A negative magnetisability means that a magnetic field raises the molecule's energy: the response is diamagnetic. The anisotropy measures how strongly this response depends on direction, and the susceptibility is the same mean response in molar units. The questions below go down the table, with B3LYP/pcSseg-3 as the reference row.

Non-relativistic GIAO DFT calculations with PySCF 2.14.0 and density fitting for neutral singlet GaH in the gas phase, all at the PBE0-D3(BJ)/def2-SVP geometry; each level is given as functional/basis set. The anisotropy is the square root of half the summed squared differences of the principal values, and the susceptibility is molar.

| level | magnetisability (1e-30 J/T^2) | magnetisability anisotropy (1e-30 J/T^2) | susceptibility (1e-6 cm^3/mol) |
| --- | --- | --- | --- |
| B3LYP/pcSseg-1 | -119.40 | 514.4 | -7.190 |
| B3LYP/pcSseg-0 | -117.00 | 511.3 | -7.050 |
| B3LYP/6-31G(d) | -116.40 | 511.1 | -7.010 |
| B3LYP/pcSseg-3 | -116.00 | 517.0 | -6.990 |
| B3LYP/aug-cc-pVTZ | -115.60 | 518.6 | -6.960 |
| B3LYP/def2-QZVP | -115.50 | 517.5 | -6.950 |
| B3LYP/pcSseg-2 | -115.40 | 517.0 | -6.950 |
| B3LYP/aug-cc-pVDZ | -114.80 | 521.2 | -6.910 |
| LC-wPBE/aug-pcSseg-2 | -111.50 | 518.9 | -6.710 |
| B3LYP/cc-pVDZ | -111.10 | 517.9 | -6.690 |
| B3LYP/def2-SVP | -110.90 | 517.4 | -6.680 |
| B3LYP/6-31G | -108.00 | 515.3 | -6.500 |

### 1. How can the anisotropy be more than four times the size of the mean?

The mean hides two responses of opposite sign. GaH is linear, so its mean is $(\xi_\parallel+2\xi_\perp)/3$, where $\xi_\parallel$ and $\xi_\perp$ are the magnetisabilities for a field along and across the axis. The anisotropy is then $\xi_\perp-\xi_\parallel$. Solving the two equations for pcSseg-3 gives $\xi_\parallel\approx-461$ and $\xi_\perp\approx+56$, in the table's units. Across the axis the molecule is therefore paramagnetic, and this holds in every row.

### 2. Why does a closed-shell molecule respond paramagnetically across its axis?

A field always drives a diamagnetic circulation, whose strength grows with the squared distance of the electrons from the field axis through the chosen origin. Along the bond this is the whole response, because the closed shell has no angular momentum about the axis for the field to act on. A field across the bond can turn σ electrons towards π orbitals. In GaH the lone pair on gallium has some p character along the bond, and the empty gallium p orbitals of π type lie close above it. The field mixes the two, and the resulting current strengthens the field.

Perturbation theory gives the rule for related molecules: this paramagnetism grows with the squared coupling between filled σ and empty π levels, and falls as their excitation energy rises. Filling the π orbitals closes this route, but it can open another, from filled π to empty σ levels.

### 3. Why is the perpendicular value so sensitive?

It is the small remainder of two large terms, so a modest absolute error becomes a large relative one. With the origin at the centre of mass, the same pcSseg-3 calculation gives a perpendicular diamagnetic part of −46.4 and a paramagnetic part of +49.8, both in $10^{-6}$ cm³/mol. An error of one per cent in the second part is 0.50, which is 15% of the net value of 3.4. An error of about seven per cent would be enough to reverse the sign.

The mean is less delicate. Two of its three directions are perpendicular, so the same one per cent shifts it by $2\times0.50/3\approx0.33$, or about 5% of the susceptibility in the table.

### 4. Is 6-31G(d) converged, since it lies only 0.4 from pcSseg-3?

No, two errors nearly cancel. Relative to pcSseg-3, its parallel response is too weakly diamagnetic, which raises the mean by 1.2. Its perpendicular response is too weakly paramagnetic, which lowers the mean by 1.6. The anisotropy exposes the fault, because there the two errors add up: it is about 6 too small. The same happens with pcSseg-0.

### 5. Which digits can be trusted in the middle of the table?

The sets pcSseg-3, aug-cc-pVTZ, def2-QZVP and pcSseg-2 agree within 0.6, so their order carries no meaning. For B3LYP at this geometry, a value of about −116, uncertain by roughly one unit, is well supported, but the decimal is not. This agreement concerns the basis set alone. The calculations are non-relativistic and leave out vibration, and a larger basis cures neither.

### 6. LC-wPBE has a much wider orbital gap. Why does the paramagnetism survive?

Its gap is 2.2 times that of B3LYP/pcSseg-2, yet the perpendicular paramagnetic part is almost the same. The gap is not the excitation energy that governs the response. When a functional contains exact exchange, the attraction between the excited electron and the hole it leaves lowers the excitation energy below the gap. LC-wPBE has more exact exchange at long range than B3LYP, so its wider gap and its stronger attraction can largely offset each other. The excitation energies themselves were not computed here.

The mean still rises by 3.9, mainly because the diamagnetic terms are weaker, which means a slightly more compact electron cloud. Functional and basis change together in this row, so the shift can't be credited to the functional alone.

### 7. What goes wrong at the bottom of the table?

In cc-pVDZ, def2-SVP and 6-31G the two errors no longer cancel. The parallel response is too weak, which shows directly that the electrons lie too close to the axis. The thin outer part of the cloud counts heavily because distance enters squared, and small sets often describe it poorly. The top row, pcSseg-1, doesn't fit this pattern: its parallel response is slightly too strong, and its mean lies 3.4 below pcSseg-3 mainly because the perpendicular response is too weakly paramagnetic. Adding diffuse functions to cc-pVDZ lowers the mean by 3.7. In all three sets the perpendicular response is also too paramagnetic, and this makes up the larger share of the shift. With the origin at the centre of mass, the cause in cc-pVDZ and def2-SVP is a diamagnetic part that is too weak, not a paramagnetic part that is too strong. In 6-31G both faults occur. Both errors are greatest in 6-31G, whose mean ends up 8.0 above pcSseg-3.

A simple test, with nothing fitted, holds one component at its pcSseg-3 value in all B3LYP rows. Letting only the perpendicular one vary reproduces the means with a root-mean-square miss of 1.2, against 2.5 for the parallel one alone; the means themselves span 11.4. The perpendicular component thus carries more of the shift in the mean, but this is because two of the three directions lie across the axis. Per direction, the two components err about equally, by a root-mean-square 3.7. The parallel part therefore can't be neglected, above all in 6-31G. The printed output after this text lists the shares row by row.

Output of the analysis:

```
Components and shares of the shift from pcSseg-3 (1e-30 J/T^2), perpendicular parts (1e-6 cm^3/mol):
                   row  parallel  perpendicular  share parallel  share perpendicular  total shift  dia perp  para perp
        B3LYP/pcSseg-1    -462.3          52.07         -0.5556               -2.844         -3.4     -46.6      49.74
        B3LYP/pcSseg-0    -457.9          53.43          0.9333               -1.933           -1     -47.1      50.32
        B3LYP/6-31G(d)    -457.1          53.97           1.178               -1.578         -0.4    -45.65      48.89
        B3LYP/pcSseg-3    -460.7          56.33               0                    0            0    -46.38      49.77
     B3LYP/aug-cc-pVTZ    -461.3          57.27         -0.2222               0.6222          0.4    -46.38      49.83
       B3LYP/def2-QZVP    -460.5             57         0.05556               0.4444          0.5    -46.34      49.78
        B3LYP/pcSseg-2    -460.1          56.93             0.2                  0.4          0.6    -46.36       49.8
     B3LYP/aug-cc-pVDZ    -462.3          58.93         -0.5333                1.733          1.2    -46.41      49.96
  LC-wPBE/aug-pcSseg-2    -457.4          61.47           1.078                3.422          4.5    -46.03      49.74
         B3LYP/cc-pVDZ    -456.4          61.53           1.433                3.467          4.9    -45.88      49.59
        B3LYP/def2-SVP    -455.8          61.57           1.611                3.489          5.1    -45.93      49.63
           B3LYP/6-31G    -451.5          63.77           3.044                4.956            8     -46.2      50.05
Spread of the mean over all B3LYP rows (1e-30 J/T^2): 11.4
Spread of the mean over the four larger sets (1e-30 J/T^2): 0.6
Rms miss of the mean if only the perpendicular component varied, B3LYP (1e-30 J/T^2): 1.238
Rms miss of the mean if only the parallel component varied, B3LYP (1e-30 J/T^2): 2.465
Summed squared distance of electrons from the axis, pcSseg-3 (bohr^2): 23.35
Mean susceptibility without the paramagnetic part, pcSseg-3 (1e-6 cm^3/mol): -40.16
One percent of the paramagnetic part as share of the net perpendicular value (percent): 14.68
One percent of the paramagnetic part as change of the mean (1e-30 J/T^2): 5.51
Correlation of dia- and paramagnetic shifts, B3LYP: -0.8252
Rms shift of the diamagnetic part, B3LYP (1e-6 cm^3/mol): 0.3801
Rms shift of the paramagnetic part, B3LYP (1e-6 cm^3/mol): 0.3353
Rms shift of their sum, B3LYP (1e-6 cm^3/mol): 0.2244
Diffuse functions, cc-pVDZ to aug-cc-pVDZ, change of the mean (1e-30 J/T^2): -3.7
Polarisation functions, 6-31G to 6-31G(d), change of the mean (1e-30 J/T^2): -8.4
LC-wPBE/aug-pcSseg-2 less B3LYP/pcSseg-2, mean (1e-30 J/T^2): 3.9
Same pair, diamagnetic perpendicular part (1e-6 cm^3/mol): 0.33
Same pair, paramagnetic perpendicular part (1e-6 cm^3/mol): -0.058
Same pair, ratio of orbital gaps: 2.217
Turning energy at 10 T over thermal energy at 300 K: 6.155e-06
```
